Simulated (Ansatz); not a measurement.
## LaIr₅: energy above lowest point against volume scale

Results calculated with Ansatz 0.2.0, not measured. Free energy against uniform scaling of the volume at fixed shape and fractions; periodic cell, basis, potentials, k mesh and filling as listed.

The cell before it is scaled or strained (space group P6/mmm, No. 191):
```
cell vectors (Å)
   5.4029     0.0000     0.0000
  -2.7014     4.6790     0.0000
   0.0000     0.0000     4.2270
atoms (fractions of the cell vectors)
La  0.00000  0.00000  0.00000
Ir  0.50000  0.00000  0.50000
Ir  0.50000  0.50000  0.50000
Ir  0.00000  0.50000  0.50000
Ir  0.33333  0.66667  0.00000
Ir  0.66667  0.33333  0.00000
```

Settings of every row: functional PBEsol; dispersion D3(BJ)+ATM; accuracy low; potentials PAW; wave cutoff 380 eV; density cutoff 1520 eV; k mesh 5x5x6; k shift 0x0x0; occupations cold; smearing width 0.1 eV; spin none; xc grid level 2; SCF threshold exponent -8.

Limits: coarse k mesh, up to 40 meV an atom off; cutoff under the advised one; loose SCF threshold; no spin-orbit coupling, which can matter with elements this heavy.

```
row  volume scale  V (Å³/atom)  energy above lowest point (meV/atom)
  1        0.9406       16.752                                  11.6
  2        0.9703       17.281                                     0
  3             1        17.81                                     ?
  4        1.0297       18.339                                  51.5
  5        1.0594       18.868                                 106.6
```

Question: what energy above lowest point should row 3 give?

Worked fit of energy above lowest point. Take u = (V_r/V)^(2/3) − 1 with V_r = 17.81 Å³ an atom, which is twice the finite (Eulerian) strain; such expansions in the strain, on which the Birch-Murnaghan equation of state is built, carry the rest volume and the bulk modulus. The shown rows have u = 0.04167, 0.02031, -0.01932, -0.03774. Least squares give energy above lowest point = 14.71 − 1316.3 × u + 29735 × u² meV/atom; a straight line predicts inner rows, each left out in turn, worse (root mean square 27 against 0.63 meV/atom). The rows lie off it by 0.1, -0.2, 0.3, -0.1. Its lowest point lies at u = 0.0221, or V = 17.23 Å³ an atom, and the curvature there gives the bulk modulus at fixed shape and fractions, B = (4/9)(1 + u)² E″(u)/V = 257 GPa. Letting shape and atoms relax would as a rule lower it, by much in layered, chain or molecular crystals. The withheld row has u = 0, so the fit gives 14.71 − 1316.3 × (0) + 29735 × (0)² = 14.7 meV/atom.

The calculation gave 14.8 meV/atom. The fit lies 0.1 meV/atom (0.094 % of the column's range) below it, one unit of the last digit.
